The energy of a conformer is here the electronic energy of one shape of 5-fluoropent-1-yne, HC≡C–CH₂–CH₂–CH₂F, above that of its most stable shape. Each shape was relaxed with GFN2-xTB, a fast semiempirical method, and DFT then gave the energy at that fixed geometry. The free energy, G, adds thermal terms from GFN2-xTB and counts mirror images. It sets the weight, the share of molecules that have this shape at room temperature, which is proportional to exp(−G/RT).

PySCF 2.14.0 and tblite 0.8.0: conformers of 5-fluoropent-1-yne without solvent, with B3LYP-D3(BJ)/def2-TZVP energies at GFN2-xTB geometries. Free energies and weights are for 298.15 K, with quasi-harmonic GFN2-xTB terms; one form of each mirror pair is shown and its weight covers both. The torsions are C2–C3–C4–C5 and C3–C4–C5–F6, in that order.

```
number  torsions in degrees  point group  mirror pair  GFN2-xTB energy above its lowest (kcal/mol)  DFT energy above the lowest (kcal/mol)  free energy above the lowest (kcal/mol)  weight (%)  dipole (D)
     1              (67,68)           C1          yes                                        0.040                                   0.000                                    0.000       46.10       1.560
     2            (-179,65)           C1          yes                                        0.330                                   0.330                                    0.220       31.90       1.570
     3             (64,180)           C1          yes                                        0.000                                   0.720                                    0.610       16.50       1.670
     4            (180,180)           Cs           no                                        0.450                                   1.130                                    1.300        5.20       1.490
     5             (64,-77)           C1          yes                                        1.590                                   2.900                                    2.850        0.40       2.270
```

Two torsions describe each shape. With the carbons numbered from the open end of the alkyne, the first torsion is the turn about the C3–C4 bond and places the alkynyl group relative to C5. The second is the turn about C4–C5 and places fluorine relative to C3. A torsion near 180° is called anti and stretches the chain, while one near 60° in either sense is called gauche and folds it. The five rows are all the staggered combinations, once mirror images are merged.

**Row 1: folded at both bonds**

The most stable shape is not the stretched chain but one with two gauche turns of the same sense. It holds almost half of the molecules. An attraction between fluorine and the alkyne, which would pull the two ends together, looks like a natural explanation. The next three rows test it, because they undo the two turns first singly and then together.

**Row 2: the alkynyl group swings out**

Going from row 1 to row 2 turns the alkynyl group to anti and leaves fluorine gauche. The DFT energy rises by 0.33 kcal/mol. The gap exceeds the numerical noise but lies within the usual error of DFT, so the order of these two rows is not secure. It is safer to say that a gauche alkynyl group costs little, if anything, and may even gain a little.

Even that differs from butane, where the gauche form lies roughly half a kcal/mol above the anti form because hydrogens of the two methyl groups crowd each other. The alkynyl carbon next to the chain carries no hydrogen, and the group is a thin rod, so most of this crowding should be absent. Once the penalty is gone, a weak dispersion attraction between the triple bond and the far end of the chain could tip the balance towards gauche. That last step is a guess, since no calculation here separates dispersion from the rest.

**Row 3: fluorine swings out**

Row 3 keeps the alkynyl group gauche and turns fluorine to anti. This costs 0.72 kcal/mol, about twice as much as the turn that led to row 2. Fluorine therefore has the stronger wish to be gauche. The same preference is known, in a weaker form, from 1-fluoropropane, which has no alkyne at all.

The usual explanation starts from the empty antibonding orbital of the C–F bond. It can accept electron density from a bond on the neighbouring carbon C4, and does so best from the bond that points exactly opposite to fluorine. When fluorine is anti to C3, that opposite bond is C4–C3; when fluorine is gauche, it is a C4–H bond. A C–H bond is usually the slightly better donor, so the gauche form gains.

Electrostatics argues for the same result. A gauche fluorine, which is negative, sits close to the hydrogens on C3, which are slightly positive. Both contributions are plausible, and the energies alone cannot say how much each supplies.

The semiempirical method parts from DFT at just this point. It finds the alkynyl preference at nearly the DFT size, but for the turn of fluorine between rows 1 and 3 it gives −0.04 kcal/mol, which is no preference at all. Row 3 therefore becomes its most stable shape. Both methods were applied to the same geometries, so the disagreement lies in the electronic energy and not in the shapes.

**Row 4: the stretched chain**

In row 4 both groups are anti, and the DFT energy is 1.13 kcal/mol. This row allows a test of the simplest model, in which each gauche turn contributes a fixed amount whatever the other bond does. Rows 2, 3 and 4 then predict row 1 without any fitting:

E(row 1) = E(row 2) + E(row 3) − E(row 4) = 0.33 + 0.72 − 1.13 = −0.08 kcal/mol

The computed value is zero by definition, so the model misses by 0.08 kcal/mol, hardly more than the noise of the energies. So small a miss has no certain sign, but its smallness is informative. If fluorine and the alkyne attracted each other noticeably in row 1, that row would lie clearly below the prediction, and it does not. The preferences of the two bonds, taken one by one, are enough to account for the double fold, and no special attraction between the ends is needed. The test can't exclude a weak attraction that some crowding cancels, or one that grows evenly with each turn.

Energy is only part of the reason why so few molecules are stretched. A chain with a gauche turn is handed, and its mirror image is a second shape of equal energy. The stretched chain has a mirror plane and is its own image, so it is counted once where every other row is counted twice. In free energy this costs RT ln 2, about 0.41 kcal/mol, which is more than the alkynyl group gains by folding in row 1.

The weight of row 4 relative to row 1 can be estimated by hand. With RT ≈ 0.59 kcal/mol, the energy gives a factor exp(−1.13/0.59) ≈ 0.15, and the single copy halves it to about 0.07. The table has 5.2/46.1 ≈ 0.11. The rest comes from the thermal terms, which favour the stretched chain by about 0.2 kcal/mol and which the estimate leaves out.

**Row 5: two gauche turns of opposite sense**

Row 5 has as many gauche turns as row 1, so the additive model expects the two to be equally stable. Instead, row 5 lies 2.90 kcal/mol higher and holds less than one molecule in a hundred. The only difference in kind is the sign of the second torsion. What fails is the assumption that one bond does not notice what the other does.

The reason is geometrical. Imagine the plane through C3, C4 and C5. Each gauche turn lifts one end of the chain out of this plane. Two turns of the same sense lift the ends to opposite sides, as in a piece of a helix, while two turns of opposite sense lift them to the same side, where they face each other.

A rough construction from the torsions and typical bond lengths puts fluorine about 2.8 Å from the inner alkyne carbon in row 5, against 3.7 Å in row 1. Two such atoms normally touch at a little over 3 Å, so only row 5 is crowded. This is the syn-pentane clash familiar from hydrocarbon chains. The molecule yields where it can: the fluorine torsion opens to −77°, the largest departure from an ideal staggered angle in the table.

The dipole confirms this picture of the shape. The C–F bond and the alkynyl group each have a dipole with its negative end pointing away from the chain. In rows 1 to 4 these two dipoles form an obtuse angle and partly cancel, which leaves between 1.5 and 1.7 D. In row 5 they lie almost parallel, side by side, and add up to 2.27 D. A sum of two typical group dipoles also sets row 5 well above the rest, although every value comes out somewhat too large and the small differences among rows 1 to 4 are not reproduced.

Parallel dipoles side by side also repel each other, so row 5 probably suffers from electrostatic repulsion as well as from crowding. The calculation does not divide the penalty between the two. Its size is also less certain than its existence: GFN2-xTB puts row 5 only 1.55 kcal/mol above row 1, and the DFT value belongs to a geometry that DFT was not allowed to relax. In such a tight shape, relaxation could lower the energy noticeably.

**Reading a similar chain**

The same reasoning gives a first guess for a related flexible chain. Decide for each bond by itself whether its end group prefers gauche or anti, and add these preferences. Then look for neighbouring gauche turns of opposite sense, which bring the ends face to face, and set those shapes aside unless an end is as small as a hydrogen atom or the ends attract each other, as in a hydrogen bond. Finally, count each handed shape twice. The analysis printed below lists the contributions of the single turns and the weights that follow from energies and copies alone.

Output of the analysis:

```
DFT gain from gauche F with alkynyl gauche, row 3 less row 1, kcal/mol: 0.72
DFT gain from gauche F with alkynyl anti, row 4 less row 2, kcal/mol: 0.8
DFT gain from gauche alkynyl with F gauche, row 2 less row 1, kcal/mol: 0.33
DFT gain from gauche alkynyl with F anti, row 4 less row 3, kcal/mol: 0.41
GFN2-xTB gain from gauche F, row 3 less row 1, kcal/mol: -0.04
GFN2-xTB gain from gauche F, row 4 less row 2, kcal/mol: 0.12
GFN2-xTB gain from gauche alkynyl, row 2 less row 1, kcal/mol: 0.29
GFN2-xTB gain from gauche alkynyl, row 4 less row 3, kcal/mol: 0.45
DFT energy of row 1 above the additive prediction from rows 2 to 4, kcal/mol: 0.08
DFT energy of row 5 above the same additive prediction, kcal/mol: 2.98
GFN2-xTB energy of row 5 above row 1, kcal/mol: 1.55
Free-energy cost of having no mirror copy, RT ln 2, kcal/mol: 0.4107
Share of gauche F in the table weights, %: 78.4
Share of gauche F if all nine staggered forms were equal, %: 66.67
Share of gauche F from DFT energies and copies only, %: 80.99
Share of gauche F from GFN2-xTB energies and copies only, %: 56.09
Weights in % and remaining thermal term in kcal/mol:
  row  copies only  GFN2-xTB energy and copies  DFT energy and copies  table weight  thermal term without copies
    1        22.22                       33.26                  51.25          46.1                            0
    2        22.22                       20.39                  29.36          31.9                        -0.11
    3        22.22                       35.59                   15.2          16.5                        -0.11
    4        11.11                       8.326                  3.805           5.2                      -0.2407
    5        22.22                       2.431                 0.3837           0.4                        -0.05
Rough geometry and dipole:
  row  F to inner alkyne carbon in angstrom  dipole from two group moments in D  computed dipole in D
    1                                 3.671                               1.635                  1.56
    2                                 4.246                               1.804                  1.57
    3                                 4.201                               1.792                  1.67
    4                                 4.833                               1.792                  1.49
    5                                  2.76                               2.679                  2.27
```
